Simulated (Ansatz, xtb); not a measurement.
**Two structures of CH2ClFGe**

We compare I, `[CH2]=[Ge]([F])[Cl]`, a singlet, with II, a singlet given by its coordinates. Both are isolated molecules in the gas phase, relaxed with PBE-D3(BJ)/def2-SVP.

I (Å):

```yaml
atoms:
  - { symbol: C, position_ang: [0.2189, -2.2816, 0.3071] }
  - { symbol: Cl, position_ang: [3.3857, -2.7691, -1.1649] }
  - { symbol: F, position_ang: [0.7212, -2.4649, -2.7526] }
  - { symbol: Ge, position_ang: [1.3006, -2.2659, -1.1161] }
  - { symbol: H, position_ang: [0.6912, -2.0788, 1.2802] }
  - { symbol: H, position_ang: [-0.8212, -1.9616, 0.1407] }
```

II (Å):

```yaml
atoms:
  - { symbol: C, position_ang: [0.7589, -1.0511, 0.7928] }
  - { symbol: Cl, position_ang: [1.1248, -2.5931, -0.1448] }
  - { symbol: F, position_ang: [-2.0173, -1.5876, 0.6392] }
  - { symbol: Ge, position_ang: [-0.8410, -0.8211, -0.4633] }
  - { symbol: H, position_ang: [1.6414, -0.3905, 0.7082] }
  - { symbol: H, position_ang: [0.5421, -1.3359, 1.8389] }
```

Close contacts (Å): C1–Cl2 1.84, C1–Ge4 2.05, Cl2–Ge4 2.67, F3–Ge4 1.79, C1–H5 1.11, C1–H6 1.11.

Energies in hartree; the thermal terms are from PBE-D3(BJ)/def2-SVP harmonic frequencies (ideal gas, rigid rotor, one conformer each, 298.15 K, 1 atm) and include the zero-point energy:

```
                                I            II
E, CCSD(T)/def2-TZVP  −2674.317809  −2674.318095
   zero-point energy      0.026764      0.028354
        H(298 K) − E      0.033466      0.034747
        G(298 K) − E     −0.003677     −0.002087
```

**Question.** Work out ΔE, ΔE₀, ΔH and ΔG for I → II in kJ/mol (1 Eh = 2625.50 kJ/mol) and the equilibrium ratio [II]/[I].

**Answer.** 1. ΔE = −2674.318095 − (−2674.317809) = −0.000286 Eh = −0.75 kJ/mol.
2. ΔE₀ = ΔE + ΔZPE = −0.000286 + (+0.001590) Eh = +3.42 kJ/mol.
3. ΔH = ΔE + (+0.001281) Eh = +2.61 kJ/mol.
4. ΔG = ΔE + (+0.001590) Eh = +3.42 kJ/mol, so ΔS = (ΔH − ΔG)/T = −2.7 J/(mol K).
5. kT = 0.9442 mEh, so K = [II]/[I] = exp(−ΔG/kT) = exp(−1.38) ≈ 0.25.

The two are too close for this level to say which is favoured. An error of 4 kJ/mol in ΔG would change K by a factor of 5. Mirror images and further conformers aren't counted.

Other levels gave ΔE = −102.5 (GFN2-xTB); −35.7 (HF/STO-3G, GFN2-xTB geometries); −19.9 (r2SCAN-D4/def2-SVP, GFN2-xTB geometries); −21.3 (PBE-D3(BJ)/def2-SVP); −21.7 (HF/def2-TZVP); +4.2 (MP2/def2-TZVP) kJ/mol. The correlated steps freeze 16 core orbitals; the filled d shell of Ge is correlated, in a basis made for valence electrons. Programs: Ansatz 0.2.0, xtb 6.7.1.

Structure II is a chloromethyl(fluoro)germylene, ClCH2–Ge–F, so the comparison is between a Ge=C double bond and divalent germanium, linked formally by a 1,2-chlorine shift. The near-degeneracy reflects a balance. Germanium holds its 4s pair tightly and forms weak π bonds with carbon, which favours the germylene, but reaching it means exchanging a strong, polar Ge–Cl bond for a weaker C–Cl bond.

The Cl–Ge contact of 2.67 Å is too long for a normal single bond. Together with the acute Cl–C–Ge angle, it suggests weak donation from a chlorine lone pair into the empty germanium p orbital, partly relieving the germylene's electron deficiency.

Hartree–Fock and both density functionals place II lower in electronic energy, whereas MP2 reverses the order and CCSD(T) brings the two almost level, probably because correlation stabilises the π-bonded germene more. The small free-energy difference says nothing about the barrier to chlorine migration, and hence whether the isomers would interconvert at room temperature.
